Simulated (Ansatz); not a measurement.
A series in volume scale on BP

Results calculated with Ansatz 0.2.0, not measured. Free energy against uniform scaling of the volume at fixed shape and fractions; periodic cell, basis, potentials, k mesh and filling as listed.

The cell before it is scaled or strained (space group F-43m, No. 216):
```
cell vectors (Å)
   0.0000     2.2690     2.2690
   2.2690     0.0000     2.2690
   2.2690     2.2690     0.0000
atoms (fractions of the cell vectors)
B   0.00000  0.00000  0.00000
P   0.25000  0.25000  0.25000
```

Settings of every row: functional LDA; dispersion none; potentials all-electron LAPW; k mesh 8x8x8; k shift 0x0x0; occupations fixed; smearing width 0 eV; spin none; basis error target 0.001 eV/atom.

```
row  volume scale  V (Å³/atom)  energy above lowest point (meV/atom)
  1          0.94       10.981                                   5.2
  2          0.96       11.214                                     0
  3          0.98       11.448                                   0.3
  4             1       11.682                                   5.6
  5          1.02       11.915                                     ?
  6          1.04       12.149                                  29.3
  7          1.06       12.383                                    47
```

Question: what energy above lowest point should row 5 give?

Worked fit of energy above lowest point. Take u = (V_r/V)^(2/3) − 1 with V_r = 11.565 Å³ an atom, which is twice the finite (Eulerian) strain; such expansions in the strain, on which the Birch-Murnaghan equation of state is built, carry the rest volume and the bulk modulus. The shown rows have u = 0.03515, 0.02076, 0.0068, -0.00669, -0.03231, -0.04454. Least squares give energy above lowest point = 2.35 − 393.7 × u + 13576 × u² − 2033 × u³ meV/atom; a parabola predicts inner rows, each left out in turn, worse (root mean square 0.04 against 0.02 meV/atom). All shown rows lie on it to the printed digit. Its lowest point lies at u = 0.0145, or V = 11.32 Å³ an atom, and the curvature there gives the bulk modulus at fixed shape and fractions, B = (4/9)(1 + u)² E″(u)/V = 175 GPa. The withheld row has u = -0.01968, so the fit gives 2.35 − 393.7 × (-0.01968) + 13576 × (-0.01968)² − 2033 × (-0.01968)³ = 15.4 meV/atom.

The calculation gave 15.4 meV/atom. The fit meets it to the printed digit.
